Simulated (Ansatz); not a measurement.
# Al: the change of energy above lowest point and pressure with volume scale

All results are calculated (Ansatz 0.2.0). Free energy against uniform scaling of the volume at fixed shape and fractions; periodic cell, basis, potentials, k mesh and filling as listed.

The cell before it is scaled or strained (space group P6_3/mmc, No. 194):
```
cell vectors (Å)
   2.8271     0.0000     0.0000
  -1.4135     2.4483     0.0000
   0.0000     0.0000     9.1860
atoms (fractions of the cell vectors)
Al  0.00000  0.00000  0.00000
Al  0.33333  0.66667  0.25000
Al  0.00000  0.00000  0.50000
Al  0.66667  0.33333  0.75000
```

Settings of every row: functional LDA; dispersion none; potentials PAW; wave cutoff 510 eV; density cutoff 2040 eV; k mesh 9x9x3; k shift 0x0x0; occupations fermi dirac; smearing width 0.15 eV; spin none.

Limits: coarse k mesh, up to 40 meV an atom off; the cell comes from a prototype or a list of computed structures and needn't be the stable phase.

| row | volume scale | V (Å³/atom) | energy above lowest point (meV/atom) | pressure (GPa) |
| --- | --- | --- | --- | --- |
| 1 | 0.94 | 14.942 | 14.9 | 5.59 |
| 2 | 0.96 | 15.26 | 6 | 3.42 |
| 3 | 0.98 | 15.578 | 1.2 | 1.48 |
| 4 | 1 | 15.895 | 0 | -0.26 |
| 5 | 1.02 | 16.213 | 2.1 | -1.8 |
| 6 | 1.04 | 16.531 | ? | ? |
| 7 | 1.06 | 16.849 | 14.6 | -4.41 |

Question: what energy above lowest point and pressure should row 6 give?

Worked fit of energy above lowest point. Take u = (V_r/V)^(2/3) − 1 with V_r = 15.736 Å³ an atom, which is twice the finite (Eulerian) strain; such expansions in the strain, on which the Birch-Murnaghan equation of state is built, carry the rest volume and the bulk modulus. The shown rows have u = 0.03512, 0.02069, 0.00675, -0.00668, -0.01971, -0.04454. Least squares give energy above lowest point = 0.18 + 86.3 × u + 9359 × u² + 3428 × u³ meV/atom; a parabola predicts inner rows, each left out in turn, worse (root mean square 0.071 against 0.026 meV/atom). All shown rows lie on it to the printed digit. Its lowest point lies at u = -0.0046, or V = 15.85 Å³ an atom, and the curvature there gives the bulk modulus at fixed shape and fractions, B = (4/9)(1 + u)² E″(u)/V = 82.9 GPa. Letting shape and atoms relax would as a rule lower it, by much in layered, chain or molecular crystals. The withheld row has u = -0.03232, so the fit gives 0.18 + 86.3 × (-0.03232) + 9359 × (-0.03232)² + 3428 × (-0.03232)³ = 7.1 meV/atom.

The calculation gave 7 meV/atom. The fit lies 0.1 meV/atom (1.4 % of the value, 0.67 % of the column's range) above it, one unit of the last digit.

Worked fit of pressure. Take u = (V_r/V)^(2/3) − 1 with V_r = 15.736 Å³ an atom, which is twice the finite (Eulerian) strain; such expansions in the strain, on which the Birch-Murnaghan equation of state is built, carry the rest volume and the bulk modulus. The shown rows have u = 0.03512, 0.02069, 0.00675, -0.00668, -0.01971, -0.04454. Least squares give pressure = 0.591 + 129.05 × u + 377.6 × u² GPa; a straight line predicts inner rows, each left out in turn, worse (root mean square 0.24 against 0.0066 GPa). The rows lie off it by 0.00, 0.00, 0.00, -0.01, 0.01, 0.00. The pressure vanishes at u = -0.0046, or V = 15.85 Å³ an atom, and there the bulk modulus at fixed shape and fractions is B = −V dP/dV = (2/3)(1 + u) dP/du = 83.3 GPa. Letting shape and atoms relax would as a rule lower it, by much in layered, chain or molecular crystals. The withheld row has u = -0.03232, so the fit gives 0.591 + 129.05 × (-0.03232) + 377.6 × (-0.03232)² = -3.19 GPa.

The calculation gave -3.18 GPa. The fit lies 0.01 GPa (0.1 % of the column's range) below it, one unit of the last digit.
